\section*{Scaled Brownian motion: ensemble against time average}

\subsection*{Premises and conventions}

I follow one Cartesian coordinate $x(t)$ of an exciton created at $t=0$ at $x=0$, and I assume three things. (i) The motion is overdamped and free of forces. (ii) The diffusivity is a deterministic function of the time since creation, the same for every trajectory and at every position,
\begin{equation}
D(t)=\alpha K t^{\alpha-1},\qquad \alpha>0, \label{eq:D}
\end{equation}
with $K$ in nm$^2$/ns$^{\alpha}$. A falling diffusivity means $\alpha<1$. (iii) The noise is Gaussian and white:
\begin{equation}
x(t)=\int_0^t\sqrt{2D(u)}\,dW(u),\qquad \langle dW\rangle=0,\quad \langle dW^2\rangle=du . \label{eq:L}
\end{equation}
The amplitude does not depend on $x$, so no choice of stochastic calculus arises. The condition $\alpha>0$ makes $D$ integrable at $t=0$. Angle brackets are averages over trajectories. For a single trajectory recorded over $[0,T]$ the time-averaged mean squared displacement at lag $\Delta$ is
\begin{equation}
\overline{\delta^2}=\frac{1}{T-\Delta}\int_0^{T-\Delta}y(t)^2\,dt,\qquad y(t)=x(t+\Delta)-x(t). \label{eq:TA}
\end{equation}
It is a random variable, and I measure its scatter by the relative variance
\begin{equation}
\mathrm{EB}=\frac{\langle(\overline{\delta^2})^2\rangle-\langle\overline{\delta^2}\rangle^2}{\langle\overline{\delta^2}\rangle^2}. \label{eq:EBdef}
\end{equation}
I write $n=T/\Delta$ and $L=n-1$, and take $n\ge 2$ throughout.

\subsection*{Ensemble average}

By \eqref{eq:L} the displacement over $[t_1,t_2]$ is a sum of independent Gaussian pieces of zero mean, so it is Gaussian, independent of the displacement over any disjoint interval, and the variances add:
\begin{equation}
\langle[x(t_2)-x(t_1)]^2\rangle=\int_{t_1}^{t_2}2D(u)\,du=2K\,(t_2^{\alpha}-t_1^{\alpha}). \label{eq:inc}
\end{equation}
With $t_1=0$ this gives
\begin{equation}
\langle x^2(t)\rangle=2Kt^{\alpha}. \label{eq:ens}
\end{equation}
The Fokker--Planck equation says the same. In $\partial_tP=D(t)\,\partial_x^2P$ the clock $\theta=Kt^{\alpha}$ obeys $d\theta=D\,dt$, which leaves $\partial_\theta P=\partial_x^2P$, whose point-source solution is $P=(4\pi Kt^\alpha)^{-1/2}\exp[-x^2/(4Kt^\alpha)]$. The process is ordinary Brownian motion read on a nonlinear clock. Equation \eqref{eq:inc} depends on $t_1$ and $t_2$ separately unless $\alpha=1$: the increments are independent but not stationary, and everything below comes from that.

\subsection*{Mean of the time average}

The integrand of \eqref{eq:TA} is non-negative, so I may exchange the ensemble average with the time integral and insert \eqref{eq:inc}:
\begin{equation}
\langle\overline{\delta^2}\rangle=\frac{2K}{T-\Delta}\int_0^{T-\Delta}\left[(t+\Delta)^\alpha-t^\alpha\right]dt .
\end{equation}
The first term integrates to $[T^{\alpha+1}-\Delta^{\alpha+1}]/(\alpha+1)$ and the second to $(T-\Delta)^{\alpha+1}/(\alpha+1)$, so that, exactly,
\begin{equation}
\langle\overline{\delta^2}\rangle=\frac{2K\left[T^{\alpha+1}-\Delta^{\alpha+1}-(T-\Delta)^{\alpha+1}\right]}{(\alpha+1)(T-\Delta)}
=2K\Delta^{\alpha}\,\frac{M}{L}, \label{eq:mean}
\end{equation}
\begin{equation}
M=\frac{n^{\alpha+1}-1-(n-1)^{\alpha+1}}{\alpha+1}. \label{eq:M}
\end{equation}
For $\alpha=1$ the numerator of $M$ is $2n-2$, so $M=L$ and the mean is $2K\Delta$, equal to \eqref{eq:ens} at $t=\Delta$, as it must be for stationary increments.

For large $n$ the binomial series $(n-1)^{\alpha+1}=n^{\alpha+1}-(\alpha+1)n^{\alpha}+\tfrac12(\alpha+1)\alpha\,n^{\alpha-1}-\dots$ gives
\begin{equation}
M=n^\alpha-\frac{1}{\alpha+1}-\frac{\alpha}{2}\,n^{\alpha-1}+O(n^{\alpha-2}). \label{eq:Mexp}
\end{equation}
I divide by $L=n(1-1/n)$ and use $\Delta^\alpha n^{\alpha-1}=\Delta\,T^{\alpha-1}$:
\begin{equation}
\langle\overline{\delta^2}\rangle=2K\Delta\,T^{\alpha-1}\left[1-\frac{1}{\alpha+1}\left(\frac{\Delta}{T}\right)^{\alpha}+\left(1-\frac{\alpha}{2}\right)\frac{\Delta}{T}+\dots\right]. \label{eq:meanexp}
\end{equation}
The leading term is linear in the lag whatever $\alpha$ is, and the exponent has moved to the record length. For $\alpha<1$ the first correction is of order $(\Delta/T)^\alpha$, larger than $\Delta/T$. The ratio to the ensemble value at the same time is
\begin{equation}
\frac{\langle\overline{\delta^2}\rangle}{\langle x^2(\Delta)\rangle}=\frac{M}{L}\simeq\left(\frac{\Delta}{T}\right)^{1-\alpha}, \label{eq:ratio}
\end{equation}
which goes to zero for $\alpha<1$: a longer record widens the gap.

A second form shows what the time average samples. I write the increment variance as $\int 2D(u)\,du$ over $[t,t+\Delta]$ and exchange the order of integration. An instant $u$ lies in the windows that start between $\max(0,u-\Delta)$ and $\min(u,T-\Delta)$, a set of length $w(u)=\min(u,\Delta,T-u)$. Hence
\begin{equation}
\langle\overline{\delta^2}\rangle=\frac{1}{T-\Delta}\int_0^T2D(u)\,w(u)\,du . \label{eq:w}
\end{equation}
Away from the two ends $w=\Delta$, so the mean tends to $2\bar D\Delta$ with $\bar D=T^{-1}\int_0^TD\,du=KT^{\alpha-1}=D(T)/\alpha$. The time average reports the diffusivity averaged over the record, the ensemble value $\langle x^2(\Delta)\rangle$ reports it averaged over the first lag alone. The term $-1/(\alpha+1)$ in \eqref{eq:Mexp} is the weight that $w$ takes away from the first lag, where $D$ is largest: in units of $\Delta$, $\int_0^1\alpha u^{\alpha-1}(u-1)\,du=-1/(\alpha+1)$.

If the record starts at age $t_a$, every time in \eqref{eq:inc} shifts by $t_a$, and with $s=t_a/\Delta$
\begin{equation}
M(s)=\frac{(n+s)^{\alpha+1}-(1+s)^{\alpha+1}-(n-1+s)^{\alpha+1}+s^{\alpha+1}}{\alpha+1}, \label{eq:age}
\end{equation}
while the ensemble value becomes $2K\Delta^\alpha[(1+s)^\alpha-s^\alpha]$. For $t_a\gg T$ the diffusivity is nearly constant over the record, and \eqref{eq:w} with $\int_0^Tw\,du=\Delta(T-\Delta)$ gives $2D(t_a)\Delta$, which is also the limit of the ensemble value. The discrepancy belongs to records that are not short against the age of the exciton.

\subsection*{Variance of the time average}

From \eqref{eq:TA},
\begin{equation}
\mathrm{Var}\,\overline{\delta^2}=\frac{2}{(T-\Delta)^2}\int_0^{T-\Delta}dt_1\int_{t_1}^{T-\Delta}dt_2\;\mathrm{Cov}\!\left[y(t_1)^2,y(t_2)^2\right], \label{eq:var}
\end{equation}
the factor 2 coming from the ordering $t_1<t_2$. For $t_2-t_1>\Delta$ the windows are disjoint and the covariance is zero. Otherwise I split $y(t_1)=A+B$ and $y(t_2)=B+G$, where $B$ is the displacement over the overlap $[t_2,t_1+\Delta]$ and $A$, $B$, $G$ are independent with zero mean. In the covariance of $A^2+2AB+B^2$ with $B^2+2BG+G^2$, the terms $A^2$ and $G^2$ are independent of the other square, and each product that contains $AB$ or $BG$ carries a single power of $A$ or $G$ and averages to zero. What remains is
\begin{equation}
\mathrm{Cov}\!\left[y(t_1)^2,y(t_2)^2\right]=\langle B^4\rangle-\langle B^2\rangle^2=2\langle B^2\rangle^2+\kappa_4(B), \label{eq:cov}
\end{equation}
with $\kappa_4=\langle B^4\rangle-3\langle B^2\rangle^2$ the fourth cumulant. This step used independence only. For Gaussian noise $\kappa_4=0$, and \eqref{eq:inc} gives $\langle B^2\rangle=2K[(t_1+\Delta)^\alpha-t_2^\alpha]$. With $t_1=\Delta\sigma$, $t_2=\Delta\tau$ the variance is $4(2K\Delta^\alpha)^2J/L^2$, and division by the square of \eqref{eq:mean} leaves
\begin{equation}
\mathrm{EB}=\frac{4J}{M^2},\qquad
J=\int_0^Ld\sigma\int_\sigma^{\min(\sigma+1,L)}d\tau\left[(\sigma+1)^\alpha-\tau^\alpha\right]^2 . \label{eq:EB}
\end{equation}
This is exact, and it depends on $\alpha$ and $n$ only. For $d_s$ independent Cartesian components summed into $r^2$, mean and variance both grow by $d_s$, so EB is divided by $d_s$.

\subsection*{Evaluating $J$ for large $n$}

I let the inner integral run to $\sigma+1$ everywhere and subtract the corner that this adds: $J=\int_0^Lg\,d\sigma-J_{\rm c}$. With $p=\sigma+1$,
\begin{equation}
g=\int_\sigma^{p}(p^\alpha-\tau^\alpha)^2d\tau=p^{2\alpha}-\frac{2p^\alpha\,(p^{\alpha+1}-\sigma^{\alpha+1})}{\alpha+1}+\frac{p^{2\alpha+1}-\sigma^{2\alpha+1}}{2\alpha+1}. \label{eq:g}
\end{equation}
For large $p$ I set $\tau=p-u$ with $0<u<1$. Then $p^\alpha-\tau^\alpha=\alpha p^{\alpha-1}u\,[1+(1-\alpha)u/(2p)+\dots]$, and squaring and integrating over $u$ gives
\begin{equation}
g=\alpha^2p^{2\alpha-2}\left[\frac13+\frac{1-\alpha}{4p}+O(p^{-2})\right]. \label{eq:gexp}
\end{equation}
The tail of $\int g\,d\sigma$ converges for $\alpha<1/2$ and diverges for $\alpha\ge1/2$, so $\alpha=1/2$ separates two regimes. In the corner $p=L+v$ with $0<v<1$ and $u$ runs from 0 to $v$, so
\begin{equation}
J_{\rm c}=\alpha^2n^{2\alpha-2}\int_0^1\frac{v^3}{3}\,dv+O(n^{2\alpha-3})=\frac{\alpha^2n^{2\alpha-2}}{12}+O(n^{2\alpha-3}).
\end{equation}

The expansion \eqref{eq:gexp} cannot give the contribution of small $\sigma$, which is a constant $C(\alpha)$. I get it from \eqref{eq:g}, first for non-integer $2\alpha$. The pure powers integrate to powers of $n$ and $L$, plus constants from the lower limit $p=1$: $-1/(2\alpha+1)$ from $p^{2\alpha}$, $+1/(\alpha+1)^2$ from $-2p^{2\alpha+1}/(\alpha+1)$, and $-1/[(2\alpha+1)(2\alpha+2)]$ from the last term. The mixed term needs $I(\beta)=\int_0^L\sigma^{\alpha+1}(1+\sigma)^\beta d\sigma$ at $\beta=\alpha$. For $\beta<-\alpha-2$ the integral to infinity is a beta function, and the part beyond $L>1$ follows from the convergent binomial series in $1/\sigma$:
\begin{equation}
I(\beta)=\frac{\Gamma(\alpha+2)\,\Gamma(-\beta-\alpha-2)}{\Gamma(-\beta)}+\sum_{k=0}^\infty\binom{\beta}{k}\frac{L^{\alpha+\beta+2-k}}{\alpha+\beta+2-k}. \label{eq:cont}
\end{equation}
The left side is entire in $\beta$ and the right side is analytic wherever $\alpha+\beta$ is not an integer, so the identity continues to $\beta=\alpha$. The mixed term enters with the factor $2/(\alpha+1)$ and contributes the constant $2\Gamma(\alpha+1)\Gamma(-2\alpha-2)/\Gamma(-\alpha)$. The recurrence $\Gamma(z+1)=z\Gamma(z)$, applied three times above and once below, turns it into the first term of
\begin{equation}
C(\alpha)=\frac{1}{(2\alpha+1)(2\alpha+2)}\left[\frac{\Gamma(1+\alpha)\,\Gamma(1-2\alpha)}{\Gamma(1-\alpha)}-(2\alpha+3)\right]+\frac{1}{(\alpha+1)^2}. \label{eq:C}
\end{equation}
All other terms, re-expanded in $n=L+1$, are non-integer powers $n^{2\alpha+2-k}$. Their derivative with respect to $n$ must reproduce $g$ at $p=n$, so \eqref{eq:gexp} fixes them: the three highest cancel, the next is $\alpha^2n^{2\alpha-1}/[3(2\alpha-1)]$, and the one after is $\alpha^2(1-\alpha)n^{2\alpha-2}/[4(2\alpha-2)]=-\alpha^2n^{2\alpha-2}/8$. Subtracting the corner, $1/8+1/12=5/24$, and
\begin{equation}
J=\frac{\alpha^2n^{2\alpha-1}}{3(2\alpha-1)}+C(\alpha)-\frac{5}{24}\,\alpha^2n^{2\alpha-2}+O(n^{2\alpha-3}). \label{eq:J}
\end{equation}

Two integer cases matter. At $\alpha=1$, direct integration gives $g=1/3$ and $J_{\rm c}=1/12$, so $J=n/3-5/12$ and $\mathrm{EB}=(4L-1)/(3L^2)$. Equation \eqref{eq:J} reproduces this: $\Gamma(1-2\alpha)/\Gamma(1-\alpha)\to-1/2$, so $C\to-11/24+1/4=-5/24$. At $\alpha=1/2+\epsilon$ the first term of \eqref{eq:J} is $1/(24\epsilon)+1/6+\tfrac1{12}\ln n+O(\epsilon)$. In $C$ I use the form $2\Gamma(\alpha+1)\Gamma(-2\alpha-2)/\Gamma(-\alpha)$, with $\Gamma(-3-2\epsilon)=-\tfrac16[-1/(2\epsilon)+\psi(4)]+O(\epsilon)$ and $\Gamma(\tfrac32+\epsilon)/\Gamma(-\tfrac12-\epsilon)=-\tfrac14[1+\epsilon\,(\psi(\tfrac32)+\psi(-\tfrac12))]$. The digamma values are $\psi(4)=11/6-\gamma$ and $\psi(\tfrac32)=\psi(-\tfrac12)=2-\gamma-2\ln2$, where $\gamma$ is Euler's constant. The term becomes $-1/(24\epsilon)+\tfrac1{12}(2\ln2-\tfrac16)$, the rational terms of $C$ add $4/9-2/3$, the poles cancel, and since $J$ is continuous in $\alpha$,
\begin{equation}
J\big|_{\alpha=1/2}=\frac{1}{12}\left[\ln n+2\ln2-\frac56\right]-\frac{5}{96\,n}+O(n^{-2}).
\end{equation}
With $M\simeq n^\alpha$ the leading behaviour of \eqref{eq:EB} is
\begin{equation}
\mathrm{EB}\simeq
\begin{cases}
\dfrac{4\alpha^2}{3(2\alpha-1)}\,\dfrac{\Delta}{T}, & \alpha>1/2,\\[2ex]
\dfrac{\Delta}{3T}\left[\ln\dfrac{T}{\Delta}+2\ln2-\dfrac56\right], & \alpha=1/2,\\[2ex]
4\,C(\alpha)\left(\dfrac{\Delta}{T}\right)^{2\alpha}, & 0<\alpha<1/2 .
\end{cases} \label{eq:regimes}
\end{equation}
For $\alpha<1/2$, $C=\int_0^\infty g\,d\sigma$ is positive, and the variance is set by the first few lags, where the largest displacements occur and are never averaged out by later ones. They only lose weight against the growing $M$.

EB vanishes as $\Delta/T\to0$ for every fixed $\alpha>0$. Chebyshev's inequality then bounds the probability that $\overline{\delta^2}/\langle\overline{\delta^2}\rangle$ departs from 1 by more than $\eta$ by $\mathrm{EB}/\eta^2$, so single long trajectories agree with one another and with \eqref{eq:mean}. By \eqref{eq:ratio} the value they agree on is not the ensemble value. Reproducibility of time averages and their equality with the ensemble average are separate properties, and this process has the first without the second.

\subsection*{Range of validity}

\emph{Mathematical limits.} Equations \eqref{eq:ens}, \eqref{eq:mean} and \eqref{eq:EB} are exact under (i)--(iii). The leading form of the mean needs $(\Delta/T)^\alpha\ll1$ as well as $\Delta\ll T$. For $1/2<\alpha<1$ the first line of \eqref{eq:regimes} has a relative correction of order $n^{1-2\alpha}$ from $C$, which decays slowly near $\alpha=1/2$, so at finite $n$ I use \eqref{eq:J} with the exact $M$. The decay of EB is not uniform in $\alpha$. Expanding \eqref{eq:C} to second order, with the ratio of gamma functions equal to $1+\pi^2\alpha^2/3+\dots$, the constant and linear terms cancel and $C\simeq(\pi^2/6-1)\alpha^2$. Equation \eqref{eq:M} gives $M\simeq\alpha\,[n\ln n-(n-1)\ln(n-1)]\simeq\alpha(1+\ln n)$ while $\alpha\ln n\ll1$. There $\mathrm{EB}\simeq4(\pi^2/6-1)/(1+\ln n)^2$, a logarithmic decay. The integral in \eqref{eq:TA} also presumes sampling much finer than $\Delta$: for $\alpha=1$ and non-overlapping windows, $n$ independent squared Gaussians give $\mathrm{EB}=2/n$ in place of $4/(3n)$.

\emph{Short times.} The divergence of \eqref{eq:D} at $t=0$ is unphysical. The regularised form $D=\alpha K(t+t_0)^{\alpha-1}$ is the aged problem \eqref{eq:age} with $t_a=t_0$. It lowers the ensemble value by about the fraction $(t_0/\Delta)^\alpha$ and $M$ by an amount of order $t_0/\Delta$.

\emph{Long times.} Downhill hopping in a distribution of dot energies of finite width ends at a thermalised population with constant $D$. For records much longer than that time $\bar D$ approaches the constant, and the $T$ dependence in \eqref{eq:meanexp} fades. $T$ must also be shorter than the exciton lifetime. Decay at a rate independent of position and history removes trajectories without biasing the survivors.

\emph{Discrete hops.} Suppose that hops occur as a Poisson process of deterministic rate $k(t)$, with independent symmetric projected steps $\ell$ and $k\langle\ell^2\rangle=2D$. The cumulant generating function of a displacement is $(\langle e^{\lambda\ell}\rangle-1)\int k\,du$, so variances, and with them \eqref{eq:ens} and \eqref{eq:mean}, are unchanged, while $\kappa_4(B)=\langle\ell^4\rangle\int k\,du$ over the overlap. Inserted in \eqref{eq:cov} and \eqref{eq:var}, each instant $u$ is counted for every pair of windows that contains it, which gives the weight $w(u)^2$:
\begin{equation}
\mathrm{EB}_{\rm hop}=\frac{\langle\ell^4\rangle}{\langle\ell^2\rangle}\,\frac{W}{2K\Delta^\alpha M^2},\qquad W=\int_0^n\alpha u^{\alpha-1}\min(u,1,n-u)^2\,du , \label{eq:hop}
\end{equation}
to be added to \eqref{eq:EB}. For large $n$, $W\simeq M\simeq n^\alpha$ and $\mathrm{EB}_{\rm hop}\simeq\langle\ell^4\rangle/(\langle\ell^2\rangle^2N)$, with $N=2KT^\alpha/\langle\ell^2\rangle$ the mean number of hops in the record. This term does not depend on $\Delta$, so shortening the lag at fixed $T$ does not remove it. For isotropic hops of length $d$, $\langle\ell^2\rangle=d^2/3$ and $\langle\ell^4\rangle=d^4/5$, and it equals $9/(5N)$.

\emph{Disorder.} Premise (ii) is the weak point for a dot film. Each exciton descends its own sequence of site energies, and $D(t)$ is a population average. A crude way to see the consequence is to give each trajectory its own $K$, independent of the noise, with relative variance $v_K$. The means keep their form with $\langle K\rangle$, second moments factorise, and $1+\mathrm{EB}$ is multiplied by $1+v_K$, so the scatter tends to $v_K$ and not to zero. A broadening law $2Kt^\alpha$ of the population fixes \eqref{eq:D} as an average and says nothing about the scatter. Finally, emission ends an exciton, so optical imaging of a spreading spot yields the ensemble quantity, and $\overline{\delta^2}$ is available from simulated hopping trajectories.

\subsection*{Numerical illustration: PbS dot film}

I choose illustrative inputs, $\alpha=0.6$ and $K=100$ nm$^2$/ns$^{0.6}$, a centre-to-centre distance of about $d=6$ nm as typical of PbS dots with ligands, a record $T=200$ ns, taken to lie within a lifetime that is typically hundreds of nanoseconds to microseconds, and a lag $\Delta=4$ ns, so $n=50$ and $L=49$. With 1 cm$^2$/s $=10^5$ nm$^2$/ns, the diffusivity falls from 60 nm$^2$/ns ($6.0\times10^{-4}$ cm$^2$/s) at 1 ns to 7.2 nm$^2$/ns ($7.2\times10^{-5}$ cm$^2$/s) at 200 ns, and $\bar D=12.0$ nm$^2$/ns. I carry extra digits only to compare the formulas with one another.

The ensemble gives $\langle x^2(\Delta)\rangle=459.5$ nm$^2$ and $\langle x^2(T)\rangle=4.80\times10^3$ nm$^2$, a root-mean-square spread of 69 nm. Equation \eqref{eq:M} gives $M=9.768$, so $\langle\overline{\delta^2}\rangle=91.6$ nm$^2$, a fraction 0.199 of the ensemble value at the same 4 ns. The leading forms give 96.1 nm$^2$, which is 5\% high, and a fraction 0.209. The two corrections in \eqref{eq:meanexp} are $-0.060$ and $+0.014$ and bring the estimate to 91.7 nm$^2$.

For the scatter, \eqref{eq:J} reads $J=1.3120-0.5390-0.0033=0.7697$, hence $\mathrm{EB}=0.0323$, a relative standard deviation of 0.18, or 16 nm$^2$. The first line of \eqref{eq:regimes} gives 0.048, too high by 49\%, and $C$ falls to a tenth of the leading term of $J$ only at $n\approx6\times10^4$. Ordinary Brownian motion at $n=50$ has $\mathrm{EB}=0.0271$.

The neglected terms have these sizes. With $\langle\ell^2\rangle=12$ nm$^2$ the record holds $N=400$ hops, and a lag at the end of the record holds 4.8. Equation \eqref{eq:hop}, with $\langle\ell^4\rangle/\langle\ell^2\rangle=21.6$ nm$^2$ and $W=9.60$, gives $\mathrm{EB}_{\rm hop}=0.0047$ (the estimate $9/(5N)$ gives 0.0045), which is 15\% of the Gaussian value. The sum is 0.037 and the relative standard deviation becomes 0.19. The law \eqref{eq:ens} reaches one mean squared step at about 9 ps, so I take $t_0=10$ ps as the short-time cutoff: it lowers the ensemble value at 4 ns by 2.6\% and the mean time average by 0.02\%. A trajectory-to-trajectory spread of $K$ with relative standard deviation 0.18 would add about as much to EB as the Gaussian term itself. The model thus supports 92 nm$^2$ for the mean time average against about 450 nm$^2$ for the ensemble, and a relative scatter close to 0.2, which independent variation of $K$ between excitons can only increase.